## Hindered rotation about the surface normal: from ethylene on Ag(100) to methyl and silyl on Si(111)

A mean-field microkinetic model needs a partition function for every adsorbate, because equilibrium constants and transition-state rate constants are ratios of partition functions. Most adsorbate modes are stiff vibrations. The rotation about the surface normal is often much softer, with a barrier comparable to $k_BT$ at process temperature, so that neither a free rotor nor a harmonic oscillator is safe by default.

### The model

The adsorbate is a rigid body with moment of inertia $I$ about the normal, on a rigid site, independent of its neighbours. The azimuth $\phi$ feels the potential

$$V(\phi)=\frac{W}{2}\,(1-\cos n\phi),$$

with barrier $W$ and $n$ equal wells per turn. Energies are counted from the bottom of a well.

The symmetry number $\sigma$ counts the rotations about the normal that map the molecule onto itself by exchanging identical nuclei. The potential must repeat under these rotations and under those of the site. For a site with an $s$-fold axis the lowest allowed $n$ is therefore the least common multiple of $s$ and $\sigma$; harmonics at multiples of $n$ are dropped. The number of distinguishable wells is $n/\sigma$.

Near a minimum $V\approx Wn^2\phi^2/4=\tfrac12 I\omega^2\phi^2$, so

$$\nu=\frac{n}{2\pi}\sqrt{\frac{W}{2I}},\qquad h\nu=n\sqrt{BW},\qquad B=\frac{\hbar^2}{2I}.$$

With $I$ in amu Å$^2$, $B=2.090\ \text{meV}/I$.

### Partition function

The classical partition function is the phase-space integral divided by $\sigma h$:

$$q=\frac{1}{\sigma h}\int_{-\infty}^{\infty}e^{-p^2/2Ik_BT}\,dp\int_0^{2\pi}e^{-V/k_BT}\,d\phi .$$

The momentum integral is $\sqrt{2\pi Ik_BT}$. With $x=W/2k_BT$ the angular integrand is $e^{-x}e^{x\cos n\phi}$, and for any integer $n\ge1$ the integral of $e^{x\cos n\phi}$ over a turn is $2\pi I_0(x)$, where $I_0$ and, below, $I_1$ are modified Bessel functions of the first kind. Hence

$$q=q_{\rm free}\,f(x),\qquad q_{\rm free}=\frac{\sqrt{8\pi^3Ik_BT}}{\sigma h}=\frac1\sigma\sqrt{\frac{\pi k_BT}{B}},\qquad f(x)=e^{-x}I_0(x).$$

The molecule enters through $q_{\rm free}$ and the barrier through $f$. The well count $n$ has dropped out: more wells are also narrower wells, and the accessible fraction of the circle is unchanged.

For $W\gg k_BT$, $f\to(2\pi x)^{-1/2}=\sqrt{k_BT/\pi W}$, which gives $q\to k_BT/(\sigma\sqrt{BW})$. Since $\sqrt{BW}=h\nu/n$,

$$q\to\frac{n}{\sigma}\,\frac{k_BT}{h\nu}.$$

This is one classical oscillator, $q_1=k_BT/h\nu$, for each distinguishable well. At any $x$ the ratio of $q$ to this limit is

$$g(x)=\frac{q}{(n/\sigma)\,q_1}=\sqrt{2\pi x}\,e^{-x}I_0(x)\approx1+\frac{1}{8x}\quad(x\gg1).$$

### Entropy

The entropy per molecule is $S=k_B\,\partial(T\ln q)/\partial T$; per mole, $R$ replaces $k_B$, and $k_B=0.0862$ meV/K. The free rotor has $S_{\rm free}=k_B(\ln q_{\rm free}+\tfrac12)$. For the factor $f$ use $T\,d/dT=-x\,d/dx$ and $I_0'=I_1$. With $r=I_1/I_0$, $T\,d\ln f/dT=x(1-r)$, which is the mean potential energy $\langle V\rangle/k_BT$. Adding $\ln f=-x+\ln I_0$ cancels the term in $x$:

$$\Delta S=S-S_{\rm free}=k_B\left[\ln I_0(x)-x\,\frac{I_1(x)}{I_0(x)}\right].$$

The limits are

$$\frac{\Delta S}{k_B}\approx-\frac{x^2}{4}+\frac{3x^4}{64}\quad(x\ll1),\qquad \frac{\Delta S}{k_B}\approx\frac12-\frac12\ln(2\pi x)+\frac1{4x}\quad(x\gg1).$$

A weak barrier costs entropy only in second order. Its first-order effect, the factor $e^{-x}$, lifts the mean energy by $W/2$ without changing the uniform distribution of angles.

### Size of the quantum correction

The leading quantum correction (the Wigner–Kirkwood expansion) multiplies $q$ by $1-\hbar^2\langle V''\rangle/[24I(k_BT)^2]$. Here $V''=I\omega^2\cos n\phi$ and $\langle\cos n\phi\rangle=r$. With $u=h\nu/k_BT$,

$$q_{\rm Q}\approx q\left(1-\frac{u^2}{24}\,r\right).$$

Applying $\partial(T\,\cdot)/\partial T$ to the added term $-u^2r/24$ in $\ln q$, with $u^2\propto T^{-2}$ and $r'=1-r/x-r^2$, gives

$$\delta S_{\rm Q}\approx k_B\,\frac{u^2}{24}\,x\,(1-r^2).$$

For large $x$, $r\to1$ and $x(1-r^2)\to1$, and both expressions become the first quantum corrections of a harmonic oscillator whose energy is counted from the well bottom.

### Inputs

Moments of inertia follow from typical geometries, with $m_H=1.008$ and $m_C=12.011$ amu.

- **Ethylene lying flat.** The normal is perpendicular to the molecular plane. With $d_{CC}\approx1.34$ Å, $d_{CH}\approx1.09$ Å and an HCH angle $\theta\approx117^\circ$, $I=2m_C(d_{CC}/2)^2+4m_H[(d_{CC}/2)^2+d_{CH}^2+d_{CC}d_{CH}\cos(\theta/2)]=20.5$ amu Å$^2$. An atop site on Ag(100) is assumed, so $s=4$, $\sigma=2$, $n=4$.
- **Methyl and silyl on Si(111).** The group caps a surface Si atom, with its threefold axis along the normal, so $s=\sigma=n=3$. For tetrahedral angles each H lies at $d\sqrt{8/9}$ from the axis and $I=\tfrac83m_Hd^2$. Bond lengths of about 1.09 Å (C–H) and 1.49 Å (Si–H) give 3.19 and 5.97 amu Å$^2$.

The barriers are assumed inputs. Row A takes 10 meV as an illustrative value for ethylene weakly bound on silver. Row B takes 50 meV, of the typical order of a torsion about an Si–Si bond. Row C takes 110 meV, an approximate value for methyl-terminated Si(111), where it includes the average effect of neighbouring methyl groups. Rows D and E keep the ethylene geometry and the fourfold site but raise the barrier to 110 and 500 meV. They do not represent clean silver: D isolates the role of $I$ and $\sigma$ against C, and E shows the stiff regime. All rows use $T=500$ K, where $k_BT=43.1$ meV, and are computed from the rounded $I$.

| Row | Rotor | $n$ | $\sigma$ | $I$ (amu Å$^2$) | $W$ (meV) | $B$ (meV) | $h\nu$ (meV) | $x$ |
|---|---|---|---|---|---|---|---|---|
| A | C$_2$H$_4$/Ag(100) | 4 | 2 | 20.5 | 10 | 0.102 | 4.04 | 0.116 |
| B | SiH$_3$/Si(111) | 3 | 3 | 5.97 | 50 | 0.350 | 12.6 | 0.580 |
| C | CH$_3$/Si(111) | 3 | 3 | 3.19 | 110 | 0.655 | 25.5 | 1.276 |
| D | C$_2$H$_4$, stiffer site | 4 | 2 | 20.5 | 110 | 0.102 | 13.4 | 1.276 |
| E | C$_2$H$_4$, stiff limit | 4 | 2 | 20.5 | 500 | 0.102 | 28.6 | 5.80 |

### Results of the model at 500 K

$S_1=k_B(1+\ln q_1)$ is the entropy of a single classical harmonic well, which a plain normal-mode analysis assigns to this mode when $u$ is small. Entropies are in units of $k_B$. The last column is not included in $S$.

| Row | $q_{\rm free}$ | $f$ | $q$ | $q_1$ | $\Delta S$ | $S$ | $S_1$ | $\delta S_{\rm Q}$ |
|---|---|---|---|---|---|---|---|---|
| A | 18.2 | 0.893 | 16.3 | 10.7 | −0.0034 | 3.40 | 3.37 | 0.00004 |
| B | 6.55 | 0.608 | 3.98 | 3.43 | −0.079 | 2.30 | 2.23 | 0.0019 |
| C | 4.79 | 0.405 | 1.94 | 1.69 | −0.31 | 1.75 | 1.53 | 0.013 |
| D | 18.2 | 0.405 | 7.37 | 3.22 | −0.31 | 3.09 | 2.17 | 0.0037 |
| E | 18.2 | 0.170 | 3.09 | 1.51 | −1.25 | 2.16 | 1.41 | 0.018 |

### Reading the trend from the formula

**The entropy loss depends on $W/k_BT$ alone.** Rows C and D have different molecules, well counts and frequencies, yet the same $f$ and $\Delta S$, because they share $x$. Their partition functions differ by the ratio of the free-rotor values, $\tfrac32\sqrt{20.5/3.19}=3.80$, since $q_{\rm free}\propto\sqrt I/\sigma$.

**The loss starts quadratically and ends logarithmically.** From A to B the barrier grows fivefold and $|\Delta S|$ grows by a factor of 24, close to the 25 of the $x^2/4$ law. From D to E the barrier grows by a factor of 4.5 and the loss grows by only $0.94\,k_B$; deep in the stiff regime each further doubling of $W$ costs $\tfrac12k_B\ln2$. A practical threshold follows: at $W=k_BT$ the loss is $0.060\,k_B$, so below that barrier the free-rotor entropy serves. Cooling row A to 150 K, where ethylene resides on silver far longer, raises $x$ to 0.387 and $\Delta S$ becomes $-0.036\,k_B$, with $\delta S_{\rm Q}=0.0015\,k_B$. The model's ethylene is nearly a free rotor at both temperatures. At 500 K this conclusion survives a fivefold larger barrier, for which the $\Delta S$ of row B applies.

**The harmonic formula fails at soft barriers.** Since $f\le1$, $q$ cannot exceed $q_{\rm free}$, but the harmonic limit equals $q_{\rm free}/\sqrt{2\pi x}$ and does so for $W<k_BT/\pi$, which is 13.7 meV at 500 K. In row A two harmonic wells give 21.3 against a ceiling of 18.2, and an entropy of $4.06\,k_B$ against a free-rotor ceiling of $3.40\,k_B$. That the single-well $S_1$ of row A lies near $S$ is a cancellation: the harmonic well is too wide, and the second well is missing.

**At moderate and high barriers the well count matters more than the anharmonicity.** The function $g$ crosses 1 at $x=0.26$, peaks at 1.175 at $x=0.79$, and then decays towards 1. Above the crossing, $q$ exceeds the $n/\sigma$-well harmonic value by at most 17.5 per cent. Omitting $n/\sigma$ costs a factor of 2 for ethylene on a fourfold site, which is $0.69\,k_B$, or 29.9 meV of free energy at 500 K. In row E it accounts for most of the gap $S-S_1=0.74\,k_B$. For methyl and silyl $n/\sigma=1$, and $q/q_1=g$ is 1.15 and 1.16.

**Quantum effects follow $n^2B$.** Because $u^2=2n^2x\,B/k_BT$, at equal $x$ the correction scales with $n^2B$, and row C shows a larger one than row D. For row C the factor on $q$ is $1-0.0078$, which turns 1.94 into 1.92. Diagonalising $H=Bm^2+V$ in the free-rotor basis $e^{im\phi}$, summing the Boltzmann factors over all levels and dividing by $\sigma$ reproduces the corrected $q$ to better than 0.1 per cent. In every row $\delta S_{\rm Q}$ stays below 5 per cent of $|\Delta S|$, but it reaches the second decimal of $S$ in rows C and E.

### Consequence for a rate constant

For desorption of intact ethylene, transition-state theory gives $k_{\rm des}=(k_BT/h)(q^\ddagger/q_{\rm ads})\,e^{-E/k_BT}$, with $E$ counted from the bottom of the azimuthal well. If the transition state lies far enough out to rotate freely about the normal with the same $I$ and $\sigma$, this mode contributes $q_{\rm free}/q=1/f$. The model gives 1.12, 2.47 and 5.90 for rows A, D and E. A single harmonic well gives $q_{\rm free}/q_1=1.71$, 5.66 and 12.1, too fast by $q/q_1=1.53$, 2.29 and 2.05. The adsorption equilibrium constant, proportional to $q_{\rm ads}$, comes out too small by the same factors, and so does the coverage in the dilute limit. Symmetry numbers must be used on both sides: gas-phase ethylene has $\sigma=4$ for its three-dimensional rotation.

The factor splits as $1/f=e^{-\Delta S/k_B}\,e^{\langle V\rangle/k_BT}$. The first part changes the Arrhenius prefactor. The second lowers the apparent barrier by $\langle V\rangle=(W/2)(1-r)$. In row A, $\langle V\rangle=4.71$ meV, so nearly all of the factor 1.12 is an energy shift and almost none of it is entropy.

### Limits of the rigid-site picture

The Debye temperature of silver, 215 K (compiled value, Wikipedia), corresponds to 18.5 meV. The quantum of row A, 4.04 meV, lies inside this phonon band, so the substrate is not rigid on the time scale of the rotation. In classical statistics the substrate coordinates can still be integrated out at fixed $\phi$, and $W$ becomes a free-energy barrier that may depend on temperature. The free energy $-k_BT\ln f$ has slope $(1-r)/2$ with respect to $W$, so a drifting barrier adds $-\tfrac12(1-r)\,dW/dT$ to the entropy when energies are counted from the well bottom. For row A an illustrative drift of 0.001 meV/K contributes $0.0055\,k_B$ in magnitude, more than the tabulated $\Delta S$. That entry should be read as zero on the scale of $S=3.40\,k_B$. At high coverage neighbours raise the effective $W$ and correlate the rotors; a mean-field model can absorb the first effect in a coverage-dependent barrier, but not the second.